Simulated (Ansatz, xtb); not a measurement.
**Relative energy of two isomers of H2PSSe**

We compare X, `S[P][SeH]`, a doublet, with Y, `SP[Se]`, a doublet. Both are isolated molecules in the gas phase, relaxed with PBE0-D3(BJ)/def2-SVP, each in the lowest conformer that the search found.

Q: Estimate which is lower in electronic energy at CCSD(T)/def2-SVP, and by roughly how much.

A: The CCSD(T)/def2-SVP calculation puts structure X lower, by 1.17 kcal/mol.

How the difference moves with the method:

```tsv
level	geometry	E(Y) − E(X) (kcal/mol)	departure from the last row (kcal/mol)	job, with rough time for the two
GFN2-xTB	GFN2-xTB	−9.00	−10.16	optimisation, 0.32 s
HF/STO-3G	GFN2-xTB	−0.31	−1.48	single point, 1.3 s
r2SCAN-D4/def2-SVP	GFN2-xTB	−0.55	−1.72	single point, 5.9 s
PBE0-D3(BJ)/def2-SVP	PBE0-D3(BJ)/def2-SVP	+0.07	−1.10	optimisation, 71 s
HF/def2-SVP	PBE0-D3(BJ)/def2-SVP	−0.42	−1.59	part of the CCSD(T) run
MP2/def2-SVP	PBE0-D3(BJ)/def2-SVP	+1.28	+0.12	part of the CCSD(T) run
CCSD(T)/def2-SVP	PBE0-D3(BJ)/def2-SVP	+1.17		single point, 23 s
```

As drawn, Y has 1 P–H in place of 1 Se–H.

GFN2-xTB, r2SCAN-D4/def2-SVP put the two in the other order. HF/STO-3G, PBE0-D3(BJ)/def2-SVP, HF/def2-SVP find them nearly level. The largest departure from CCSD(T)/def2-SVP is that of GFN2-xTB, 10.16 kcal/mol.

With harmonic frequencies from PBE0-D3(BJ)/def2-SVP (ideal gas, rigid rotor, one conformer each, 298.15 K, 1 atm): on the last row, ΔE + ΔZPE = +1.81, ΔH = +1.68, ΔG = +1.80 kcal/mol.

Open shells are spin-unrestricted. The correlated steps freeze 19 core orbitals; the filled d shell of Se is correlated, in a basis made for valence electrons. Codes used: Ansatz 0.2.0, xtb 6.7.1; the last row on 1 thread of Intel(R) Xeon(R) 6975P-C (Granite Rapids) on a shared host.

The two doublets are almost isoenergetic, with HS–P–SeH only 1.17 kcal/mol below HS–PH–Se at the coupled-cluster level. Moving hydrogen from selenium to phosphorus exchanges an Se–H bond for a P–H bond of similar strength and formally shifts the radical centre from phosphorus to selenium. Both radicals can be stabilised by π interaction: chalcogen lone pairs donate into the half-filled phosphorus 3p orbital in X, while the phosphorus lone pair interacts with the selenium radical centre in Y. These effects probably largely cancel.

Correlation tips the balance, turning the Hartree–Fock preference of −0.42 into +1.28 kcal/mol at MP2, close to the coupled-cluster value. Vibration widens the gap slightly, probably because hydrogen on three-coordinate phosphorus has stiffer bending modes than on selenium; thermal and entropic terms change little further. The preference for X is nevertheless small enough that a larger valence basis could reverse it.
